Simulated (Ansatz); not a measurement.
# A series in volume per atom on Zn2O

All results are calculated (Ansatz 0.2.0 development build). Equation of state of a cubic crystal from periodic Kohn-Sham density functional theory without spin; pressure corrected for the finite basis.

Cell of the first row (space group Fm-3m, No. 225):
```
Zn2O
1.0
      0.0000     2.6738     2.6738
      2.6738     0.0000     2.6738
      2.6738     2.6738     0.0000
Zn O
2 1
Direct
  0.25000 0.25000 0.25000
  0.75000 0.75000 0.75000
  0.00000 0.00000 0.00000
```

Settings of every row: formula Zn2O; structure type antifluorite; functional PBE; spin treatment none; k mesh 34x34x34; occupation method fermi-dirac; occupation width 0.061225619 eV; wave cutoff 420 eV; datasets soft-1 PAW; density cutoff ratio 4.

Limits: a cubic model structure, not a phase known at ambient conditions.

```csv
row,volume per atom (Å³),pressure (GPa),energy above lowest point (meV/atom)
1,12.743,6.356,15.06
2,13.015,3.973,6.36
3,13.286,1.842,1.48
4,13.557,?,?
5,13.828,-1.752,1.56
6,14.099,-3.261,5.83
7,14.37,-4.604,12.51
```

Question: what pressure should row 4 give?

Worked fit of pressure. Take u = (V_r/V)^(2/3) − 1 with V_r = 13.557 Å³ an atom, which is twice the finite (Eulerian) strain; such expansions in the strain, on which the Birch-Murnaghan equation of state is built, carry the rest volume and the bulk modulus. The shown rows have u = 0.04214, 0.02757, 0.01355, -0.01311, -0.0258, -0.03808. Least squares give pressure = −0.0565 + 134.899 × u + 408.89 × u² GPa; a straight line predicts inner rows, each left out in turn, worse (root mean square 0.24 against 0.0053 GPa). The rows lie off it by 0.002, 0.000, -0.004, 0.003, 0.004, -0.003. The pressure vanishes at u = 0.0004, or V = 13.55 Å³ an atom, and there the bulk modulus at fixed shape and fractions is B = −V dP/dV = (2/3)(1 + u) dP/du = 90.2 GPa. The withheld row has u = 0, so the fit gives −0.0565 + 134.899 × (0) + 408.89 × (0)² = -0.057 GPa.

The calculation gave -0.058 GPa. The fit lies 0.001 GPa (1.7 % of the value, 0.0091 % of the column's range) above it, one unit of the last digit.

The other values of row 4: energy above lowest point 0 meV/atom.
